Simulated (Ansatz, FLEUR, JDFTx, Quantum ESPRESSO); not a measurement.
## C: programs and potentials compared

```
C
1.0
     0.00000    1.78337    1.78337
     1.78337    0.00000    1.78337
     1.78337    1.78337    0.00000
C
2
Direct
  0.75000 0.75000 0.75000
  0.50000 0.50000 0.50000
```

Alike in all runs: task equation of state; functional PBEsol; k mesh 13 × 13 × 13; occupations fermi-dirac, width 0.05 eV; no spin polarisation; no spin-orbit coupling.

```csv
program and potentials,plane-wave cutoff (eV),notes,equilibrium volume (Å³/atom),bulk modulus (GPa)
"Ansatz, PseudoDojo PBEsol stringent",1116,-,5.63,449.0
"FLEUR, all-electron, FLAPW",-,-,5.61,450.2
"Quantum ESPRESSO, PseudoDojo 0.4.1 SR PBEsol standard",1116,-,5.63,449.2
"JDFTx, PseudoDojo-SR-PBEsol-0.4.1-standard",1116,-,5.63,449.2
"Ansatz, all-electron LAPW, scalar-relativistic",-,-,5.61,450.3
```

The equilibrium volume spans 5.61 (Ansatz, all-electron LAPW, scalar-relativistic) to 5.63 Å³/atom (Ansatz, PseudoDojo PBEsol stringent), with all-electron results at 5.61. The bulk modulus spans 449.0 (Ansatz, PseudoDojo PBEsol stringent) to 450.3 GPa (Ansatz, all-electron LAPW, scalar-relativistic), with all-electron results at 450.2 to 450.3.

Differences between rows come from potentials, basis sets and numerical settings, since the functional is the same but for its coding. Runs on potential files found faulty are left out.

The results for diamond divide by treatment of the core rather than by program. The three pseudopotential runs share a volume of 5.63 Å³/atom, while both all-electron runs give 5.61 Å³/atom and a marginally higher bulk modulus. The two shifts are consistent with each other, since a covalent network stiffens as its bonds shorten. The offset probably reflects the frozen 1s core and the pseudised valence region near the nucleus, where carbon's 2p states have no inner p shell to keep them away from the core.

The small volume and very high stiffness common to all rows come from the chemistry: short, directional sp³ bonds with fully occupied bonding states resist both stretching and compression. The agreement supports using these potentials for the equation of state of diamond near equilibrium. It doesn't establish the same transferability for graphite or for strongly compressed carbon, where the bonding or the overlap of the cores differs.
